## Where lead sulfide keeps its small gap

Before a calculated gap of lead sulfide is used to estimate the longest wavelength that an infrared detector can sense, somebody must decide at which electron waves of the crystal the gap is read. The choice matters by a factor of about twenty. In the PBE calculation below, an electron at the zone centre Γ or at X, the centre of a square zone face, needs more than 7 eV to go straight up from the highest filled to the lowest empty level. At L, the centre of a hexagonal zone face, it needs a few tenths of an eV. A mesh centred on Γ with the same number of divisions along each reciprocal vector contains L only if that number is even; an odd mesh steps over the gap that the device uses.

Kohn–Sham levels of PbS (Fm-3m, two-atom cell) at points of a 6×6×6 k mesh, in eV from the valence top. They were calculated with ABINIT 10.8.3 using PBE without spin–orbit coupling, PseudoDojo NC SR PBE v0.4.1 standard pseudopotentials, a plane-wave cutoff of 653 eV and Fermi–Dirac smearing of 0.05 eV.

```
point a (reciprocal cell vector)  point b (reciprocal cell vector)  point c (reciprocal cell vector)  level point (row)  level under 4 (eV)  level under 3 (eV)  level under 2 (eV)  level under 1 (eV)  level over 1 (eV)  level over 2 (eV)
                          0.0000                            0.0000                            0.0000                  1              -6.038              -2.162              -2.162              -2.162              5.213              5.213
                          0.1667                            0.0000                            0.0000                  2              -6.785              -2.090              -2.090              -1.616              3.421              4.014
                          0.5000                            0.0000                            0.0000                  3              -8.846              -1.778              -1.778               0.000              0.371              1.963
                          0.5000                            0.1667                            0.0000                  4              -8.531              -2.958              -2.350              -1.418              1.796              2.931
                         -0.3333                            0.1667                            0.0000                  5              -8.379              -3.277              -1.870              -0.702              1.215              2.309
                          0.5000                            0.5000                            0.0000                  6              -7.201              -5.195              -3.435              -3.435              3.865              5.584
                         -0.3333                            0.5000                            0.1667                  7              -7.790              -4.828              -3.967              -1.800              3.161              4.270
```

The columns point a, point b and point c give each wave in units of the reciprocal cell vectors. Point 1 is Γ, point 3 is L and point 6 is X. "Level under 1" is the highest filled level, and the numbers under 2 to under 4 lead downwards from it; "level over 1" is the lowest empty one. The zero is the valence top, which lies at L together with the conduction minimum, 0.371 eV above it.

### A wave switches chemical bonds on and off

Counted as ions, lead brings a filled 6s shell and an empty 6p shell, and sulfur brings a filled 3p shell that lies between them in energy. This is the usual assignment for PbS, and the symmetry of the levels agrees with it. When two levels mix, the upper one is pushed up and the lower one down. Mixing with Pb 6s therefore raises S 3p, and mixing with Pb 6p lowers it while raising Pb 6p.

Consider a sulfur p orbital that points along one cubic axis, with a lead atom on either side. Its two lobes have opposite signs. If the wave gives both lead s orbitals the same sign, the two overlaps cancel; if it gives them opposite signs, they add. For lead p orbitals that point along the same axis the rule is reversed: equal signs add and opposite signs cancel.

Let x, y and z be the components of the wave along the cubic axes, in units of 2π divided by the cube edge. The s–p coupling along the first axis then goes as sin(πx), and the head-on p–p coupling as cos(πx). One lead s orbital couples to only one combination of the three sulfur p orbitals, with a squared strength proportional to

M = sin²(πx) + sin²(πy) + sin²(πz).

The same sum with cosines is 3 − M, so head-on p–p mixing fades as s–p mixing grows. Both changes narrow the gap. It should be widest where M is 0, at Γ and X, and narrowest where M is 3, at L.

### One point worked through

Point 5 has a = −1/3, b = 1/6 and c = 0. Its cubic components are x = b + c − a = 1/2, y = a + c − b = −1/2 and z = a + b − c = −1/6. The squared sines are 1, 1 and 1/4, so M is 2.25, three quarters of the value at L. The gap there should be much smaller than at Γ but larger than at L, and the calculation gives 1.9 eV.

The count contains no adjustable constant, so the points can test it, as long as the lowest empty level is Pb 6p; at X, as discussed below, it is expected not to be. The gaps fall from above 7 eV at M = 0 to about 5 eV at M = 0.75, then to 2–3 eV at M = 2.25 and to 0.37 eV at L. The output after this text lists the count beside each gap. M ranks the groups correctly, but it gives no energies, and because the two kinds of mixing change together it can't tell which of them does the work.

### What the levels at Γ and L reveal

The splitting of the valence levels helps to separate the two. At Γ the three highest filled levels coincide at −2.162 eV, as three equivalent p orbitals must. At L they have parted into a pair at −1.778 eV and a single level at zero. The pair has no lead s partner and rises by only 0.4 eV on the way, while the single level, which has one, rises by 2.2 eV.

About four fifths of the climb of the valence top is thus not shared by the pair, and sets apart the one level that can mix with Pb 6s. The fourth level down, which is mostly Pb 6s, moves the other way: it falls by 2.8 eV, as the lower partner in such a mixing should, although part of that fall is expected to come from the loss of its mixing with S 3s: the same level already falls by 1.2 eV from Γ to X, where M stays 0. This is a net effect. Direct coupling between sulfur atoms would by itself place the single level below the pair, so the push from Pb 6s has to overcome it. Since both the 6s and the 3p levels are filled, the level that is pushed up is occupied and becomes the top of the valence band.

The empty side moves even further. From Γ to L the lowest conduction level falls by 4.8 eV, which is about 70 % of the whole change in the gap. Counted from X, the two edges share the change almost equally, but the lowest empty level at X is expected to be a state of another kind. For the fall of the empty level from Γ to L, theory offers two causes that act together: Pb 6p loses its mixing with S 3p, and direct coupling between neighbouring lead atoms, which raises the 6p levels at Γ, lowers one of them at L. The second cause fits the table, where the lowest empty level at L stands 1.6 eV below the next, although p–p mixing between lead and sulfur vanishes there for all three orbitals and mixing with the deeper S 3s level pushes this lowest one up.

### Equal counts, different gaps

Points 4 and 5 have the same M, yet their gaps are 3.2 and 1.9 eV. The count adds up the three axes and forgets how the mixing is shared among them. At point 4 each axis has a squared sine of 3/4, so every p orbital keeps a quarter of its head-on p–p coupling, measured by the squared cosine. At point 5 two axes have a squared sine of 1 and no head-on p–p coupling at all.

A sulfur p combination that lies along those two axes receives the push from Pb 6s and escapes most of the lowering by Pb 6p. A lead p orbital along them likewise escapes most of the push upwards. The two band edges should therefore lie closer together at point 5. They do: the valence top is 0.7 eV higher than at point 4 and the lowest conduction level 0.6 eV lower. Direct coupling between atoms of the same kind also differs between the two points, and the table doesn't separate its share.

The argument has limits. Points 2 and 7 also share a count, spread over three axes at point 2 and held on one axis at point 7. At point 7 the top level stands 2.167 eV above the next, against 0.474 eV at point 2, which fits a push held on one axis. Yet the valence top is 0.2 eV lower at point 7, and the gaps, 5.037 and 4.961 eV, nearly agree. Point 7 is equivalent to a point on the square face near X, where the filled p levels start deeper, and this is the likely offset.

### Equal gaps, different levels

Γ and X show the opposite case. Their counts are equal and their gaps agree within 0.1 eV, but the valence top lies 1.3 eV lower at X. The pattern of the levels has changed too: where Γ has three equal levels, X has a pair that stands 1.8 eV above a single level.

One likely cause is the sideways overlap of p orbitals, which M leaves out. At Γ the sideways and head-on couplings between lead and sulfur oppose each other for all three p orbitals, so the bonding is weaker than the head-on coupling alone would make it. At X the wave changes sign from layer to layer along one axis. For the two p orbitals that lie within the layers, the sideways contributions cancel and the head-on coupling acts alone; for the orbital along the axis, both help each other and push the filled level deepest. This gives the computed order, with Γ highest, then the pair at X, then the single level. Direct coupling between sulfur atoms favours the same order, so the table can't tell how much each of the two contributes.

The lowest conduction level is also lower at X than at Γ, by 5.213 − 3.865 = 1.348 eV. Stronger p–p mixing with sulfur would have raised a Pb 6p level, and this level is not expected to be one. In the rocksalt structure a d-like band comes down towards X, and by symmetry its level there has no p part on either atom. The table lists no orbital characters, but its numbers fit this reading: the second empty level at X, at 5.584 eV, lies 0.4 eV above the Pb 6p levels at Γ. The p-to-p distance at X would then be 9.0 eV, well above the gap at Γ. The close match of the two gaps is then a coincidence between different states, and no success of the count.

### How far the numbers can be used

The changes of several eV across the zone are large enough to trust as a pattern. The gap at L is more delicate, because this PBE calculation leaves out spin–orbit coupling, which is strong in lead. Including it is known to lower the conduction edge at L by tenths of an eV, which is comparable with the gap itself, and it would split some of the levels that coincide here. PBE itself tends to make gaps too small, while leaving out spin–orbit coupling makes this one too large. The two errors pull in opposite directions, so a computed gap near the measured one would be no proof that the method is right. The cell was taken as given, with Pb–S contacts of 2.966 Å, and not relaxed. The gap at L is known to shrink under compression, so it is expected to shift with the cell chosen.

For another wave in the same crystal, the recipe is to find the three squared sines and add them. A large sum means a small gap, but only as a rough ranking: waves of equal sum can still differ by more than 1 eV, as points 4 and 5 do. PbSe and PbTe have the same crystal structure and the same filled s shell on lead, and their smallest gap is known to lie at L as well.

Output of the analysis:

```
s-p mixing count by cubic axis and direct gap:
      row  point   sin2 x  sin2 y     sin2 z      sum  gap in eV  top two valence levels apart in eV
      0.0      1        0       0          0        0      7.375                                   0
   0.1667      2   0.2501  0.2501     0.2501   0.7503      5.037                               0.474
      0.5      3        1       1          1        3      0.371                               1.778
      0.5      4   0.7499  0.7499     0.7499     2.25      3.214                               0.932
  -0.3333      5        1       1     0.2498     2.25      1.917                               1.168
      0.5      6        0       0    1.5e-32  1.5e-32        7.3                                   0
  -0.3333      7  1.5e-32  0.7502  7.603e-33   0.7502      4.961                               2.167
rise of valence top from Gamma to L in eV: 2.162
rise of valence top from X to L in eV: 3.435
fall of lowest conduction level from Gamma to L in eV: 4.842
fall of lowest conduction level from X to L in eV: 3.494
conduction share of the gap change from Gamma to L in percent: 69.13
conduction share of the gap change from X to L in percent: 50.43
rise of the valence pair from Gamma to L in eV: 0.384
share of the valence top rise from Gamma to L not shared by the pair in percent: 82.24
valence pair above the single level at X in eV: 1.76
second conduction level above the first at L in eV: 1.592
fall of the fourth level down from Gamma to L in eV: 2.808
valence top at Gamma above that at X in eV: 1.273
gap at point 4 less gap at point 5 in eV: 1.297
valence top at point 5 above that at point 4 in eV: 0.716
lowest conduction level at point 4 above that at point 5 in eV: 0.581
gap at Gamma less gap at X in eV: 0.075
```
